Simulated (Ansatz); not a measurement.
LaRu3: the change of formation energy and pressure with volume per atom

Plane-wave density functional theory, PAW datasets, Gaussian smearing 0.05 eV: one cell in which all forces lie under 0.002 eV/angstrom; stress (xx yy zz yz xz xy) and pressure positive in compression; site moments are of spin alone; formation energy from the elements run alike, uncorrected. The results are calculated, by Ansatz 0.2.0.

Cell of the first row (space group Fm-3m, No. 225):
```
LaRu3
1.0
      0.0000     3.1772     3.1772
      3.1772     0.0000     3.1772
      3.1772     3.1772     0.0000
La Ru
1 3
Direct
  0.00000 0.00000 0.00000
  0.50000 0.50000 0.50000
  0.25000 0.25000 0.25000
  0.75000 0.75000 0.75000
```

Settings of every row: paw set soft_2; functional PBEsol; spin treatment none; moment partition spheres; spin axis none; wave cutoff 420 eV; k mesh 8x8x8; SCF start atoms; lower state search light; symmetry use detected.

Atom first moment, atom hubbard u: 0 on all atoms.

Limits of some rows: some atoms lie unusually close (a squeezed, shaken or made-up cell) (row 1, 2, 3, 4, 5).

```csv
row,volume per atom (Å³),formation energy (eV per atom),pressure (GPa),energy above relaxed cell (meV per atom)
1,16.036,0.5634,7.83,15.59
2,16.37,0.5515,3.70,3.72
3,16.704,0.5478,0.02,0
4,16.779,0.548,-0.76,0.19
5,17.038,0.5514,-3.27,3.54
6,17.372,?,?,?
7,18.497,0.6341,-13.93,86.25
```

Question: what formation energy and pressure should row 6 give?

Worked fit of formation energy. Take u = (V_r/V)^(2/3) − 1 with V_r = 16.742 Å³ an atom, which is twice the finite (Eulerian) strain; such expansions in the strain, on which the Birch-Murnaghan equation of state is built, carry the rest volume and the bulk modulus. The shown rows have u = 0.02914, 0.01509, 0.00152, -0.00147, -0.01162, -0.0643. Least squares give formation energy = 0.54786 − 0.0688 × u + 20.392 × u² + 9.37 × u³ eV per atom; a parabola predicts inner rows, each left out in turn, worse (root mean square 0.00017 against 9.3e-06 eV per atom). All shown rows lie on it to the printed digit. The withheld row has u = -0.02433, so the fit gives 0.54786 − 0.0688 × (-0.02433) + 20.392 × (-0.02433)² + 9.37 × (-0.02433)³ = 0.5615 eV per atom.

The calculation gave 0.5614 eV per atom. The fit lies 0.0001 eV per atom (0.12 % of the column's range) above it, one unit of the last digit.

Worked fit of pressure. Take u = (V_r/V)^(2/3) − 1 with V_r = 16.742 Å³ an atom, which is twice the finite (Eulerian) strain; such expansions in the strain, on which the Birch-Murnaghan equation of state is built, carry the rest volume and the bulk modulus. The shown rows have u = 0.02914, 0.01509, 0.00152, -0.00147, -0.01162, -0.0643. Least squares give pressure = −0.377 + 258.1 × u + 785.8 × u² + 774 × u³ GPa; a parabola predicts inner rows, each left out in turn, worse (root mean square 0.015 against 0.0058 GPa). The rows lie off it by 0.00, 0.00, 0.00, -0.01, 0.00, 0.00. The pressure vanishes at u = 0.0015, or V = 16.71 Å³ an atom, and there the bulk modulus at fixed shape and fractions is B = −V dP/dV = (2/3)(1 + u) dP/du = 174 GPa. The withheld row has u = -0.02433, so the fit gives −0.377 + 258.1 × (-0.02433) + 785.8 × (-0.02433)² + 774 × (-0.02433)³ = -6.20 GPa.

The calculation gave -6.20 GPa. The fit meets it to the printed digit.

The other values of row 6: energy above relaxed cell 13.55 meV per atom.
